The energies below belong to trisilane, SiH₃–SiH₂–SiH₃, and to the cation left when it loses one electron. Each ionisation energy is a difference of two total energies, cation less neutral. The three ionisation columns differ in the structure at which those total energies are taken. The structures of neutral and cation were both relaxed with PBE0 in a smaller basis set and are the same in every row.

Ionisation energies and HOMO energies of gas-phase trisilane, computed by DFT with PySCF 2.14.0 (integration grid level 2) at the level named in each row. Ionisation energies are total-energy differences between the neutral singlet and the doublet cation, with both structures optimised at PBE0-D3(BJ)/ma-def2-SVP.

```
                    level  vertical ionisation energy (eV)  adiabatic without zero point (eV)  vertical at product structure (eV)  parent homo energy (eV)
 PBE0-D3(BJ)/ma-def2-TZVP                            9.820                              9.090                               8.230                   -8.010
   PBE0-D3(BJ)/def2-TZVPD                            9.820                              9.080                               8.230                   -8.010
B3LYP-D3(BJ)/ma-def2-TZVP                            9.820                              9.110                               8.240                   -7.810
 PBE0-D3(BJ)/6-311+G(d,p)                            9.890                              9.170                               8.310                   -8.060
     LC-wPBE/ma-def2-TZVP                           10.060                              9.280                               8.350                  -10.540
```

1. Which ionisation energy is the largest, and why?

In every row the vertical ionisation energy is the largest, the vertical value at the product structure is the smallest, and the adiabatic value lies between them. The adiabatic value compares each species at its own relaxed structure, so neither is strained. In the vertical value the cation is held at the neutral's structure, and its strain adds to the cost. At the product structure, which is that of the relaxed cation, the neutral is the strained partner. It starts from a higher energy, so less is needed to remove the electron.

2. Why does the structure matter so much?

With PBE0/ma-def2-TZVP the two vertical values differ by 9.82 − 8.23 = 1.59 eV. This difference is the reorganisation energy, the sum of what both species gain by relaxing. It is probably large because the lost electron helped to hold the silicon chain together. The calculation puts about half of the cation's unpaired spin on the middle silicon atom and roughly a quarter on each end, as expected for a hole shared by both Si–Si bonds.

The hydrogen molecule shows the same effect in its simplest form: take away one of its two bonding electrons, and the bond becomes weaker and longer. The comparison holds for the cause but not for the motion. H₂ can only stretch, whereas trisilane can also bend and twist, and the energies do not tell how much each motion contributes. Among molecules of similar stiffness, the three ionisation energies spread further apart the more the lost electron did to fix the structure. A softer molecule also spreads them further, because the same change in forces moves its atoms more.

3. Can the adiabatic energy be estimated from the two vertical ones?

Suppose that the energies of neutral and cation follow two parabolas of the same stiffness k, with their minima a distance d apart. Holding either species at the other's minimum then costs ½kd². With A for the adiabatic energy, V for the vertical energy and B for the vertical energy at the product structure, this gives

V = A + ½kd²
B = A − ½kd²
A = (V + B)/2

For PBE0/ma-def2-TZVP the estimate is (9.82 + 8.23)/2 ≈ 9.03 eV, against a computed 9.09 eV. Nothing was fitted, and the computed adiabatic value did not enter the estimate. In all rows the midpoint is too low by 0.06 to 0.08 eV, at most about a twentieth of the reorganisation energy.

4. Why is the midpoint always too low?

The two strains are not equal. In the same PBE0 row the neutral gains about 0.85 eV when it relaxes from the cation's structure, while the cation gains only about 0.74 eV when it relaxes from the neutral's. The same order holds in every row. A likely reason is that the cation, having lost a bonding electron, is the softer of the two and resists distortion less. This remains untested, because energy curves that depart from parabolas could also make the two halves unequal.

5. What changes with another functional?

B3LYP gives the same vertical energy as PBE0, 9.82 eV, but its adiabatic energy is two to three hundredths of an eV higher. The perfect match in the first column is therefore partly luck and does not show that either value is right. LC-wPBE departs further: its vertical energy is 10.06 eV, and its reorganisation energy rises to 1.71 eV. Since the structures are fixed, this rise reflects how LC-wPBE values the same two structures, not a different relaxed shape.

6. Can the HOMO energy replace the difference of total energies?

For an exact functional, the parent HOMO energy with its sign reversed would equal the vertical ionisation energy. PBE0 gives 8.01 eV by this route, which is 1.81 eV below its own vertical value. With B3LYP the shortfall is 2.01 eV. LC-wPBE errs in the other direction and lands 0.48 eV above.

The reason lies in how the total energy changes as the electron is removed in small fractions. For an exact functional this path is a straight line, and the HOMO energy is its slope at the neutral end. In PBE0 and B3LYP an electron still partly repels itself, which bends the line so that the slope at that end is too shallow. LC-wPBE uses full exact exchange at long range, which removes much of this error and here evidently bends the line slightly the other way. A difference of total energies uses only the two end points and is much less sensitive to the bend.

The table bears this out. From PBE0 to LC-wPBE in the same basis the HOMO sinks by 2.53 eV, about eleven times as much as the vertical energy rises. A change in HOMO energy between functionals is thus no measure of a change in ionisation energy.

7. Which digits can be trusted?

With PBE0, the two def2 basis sets carry different diffuse functions, yet their ionisation energies agree to 0.003 eV. The step from 9.09 to 9.08 eV in the adiabatic column is therefore mostly rounding. Changing to 6-311+G(d,p) raises all three ionisation energies by 0.07 to 0.09 eV, so the second decimal belongs to the basis set. Changing the functional can move the first decimal, and the spread among three functionals is no bound on their error against nature.

Adding zero-point energy would not rescue the second decimal of the adiabatic value. The correction lowers it by about 0.07 eV, but the approximate method behind it is uncertain by 0.05 to 0.10 eV.

8. What do these energies mean for making silicon films?

Trisilane is a precursor for depositing silicon. In a plasma or a mass spectrometer a fast electron ionises the molecule before its atoms can move, so the vertical energy is the better guide to the typical cost. The adiabatic energy, once corrected for zero-point energy, is the least energy that turns a cold molecule into this relaxed cation. Thermal deposition breaks bonds without first making ions, and for that process these energies are no guide to the growth temperature.
